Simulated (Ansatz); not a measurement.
## Li: pressure against volume per atom

Periodic Kohn-Sham DFT of a crystal at fixed atoms; pressure and stress are positive in compression; the energy is the free energy less that of spherical unpolarised free atoms; site moments are those in the method's own spheres, positive along +z. The results are calculated, by Ansatz 0.2.0.

Cell of the first row (space group R-3m, No. 166):
```
cell vectors (Å)
   1.5188     0.8769     7.4334
  -1.5188     0.8769     7.4334
   0.0000    -1.7538     7.4334
atoms (fractions of the cell vectors)
Li  0.00000  0.00000  0.00000
Li  0.22200  0.22200  0.22200
Li  0.77800  0.77800  0.77800
```

Settings of every row: method all-electron PAW; functional LDA; relativity scalar; k mesh 12x12x12; filling fermi-dirac; smearing width 0.08 eV; nucleus gaussian.

Atom start moment: 0 on all atoms.

| row | volume per atom (Å³) | pressure (GPa) |
| --- | --- | --- |
| 1 | 19.801 | -0.593 |
| 2 | 20.222 | -0.855 |
| 3 | 20.643 | -1.095 |
| 4 | 20.854 | -1.206 |
| 5 | 21.065 | ? |
| 6 | 21.275 | -1.414 |
| 7 | 21.486 | -1.51 |
| 8 | 21.907 | -1.691 |
| 9 | 22.329 | -1.855 |

Question: what pressure should row 5 give?

Worked fit of pressure. Take u = (V_r/V)^(2/3) − 1 with V_r = 21.064 Å³ an atom, which is twice the finite (Eulerian) strain; such expansions in the strain, on which the Birch-Murnaghan equation of state is built, carry the rest volume and the bulk modulus. The shown rows have u = 0.04208, 0.02757, 0.01355, 0.0067, -0.00662, -0.01314, -0.02582, -0.03813. Least squares give pressure = −1.3121 + 15.59 × u + 35.58 × u² GPa; a straight line predicts inner rows, each left out in turn, worse (root mean square 0.018 against 0.00059 GPa). The rows lie off it by 0.000, 0.000, -0.001, 0.000, 0.000, 0.001, 0.000, 0.000. The withheld row has u = -3e-05, so the fit gives −1.3121 + 15.59 × (-3e-05) + 35.58 × (-3e-05)² = -1.313 GPa.

The calculation gave -1.312 GPa. The fit lies 0.001 GPa (0.079 % of the column's range) below it, one unit of the last digit.
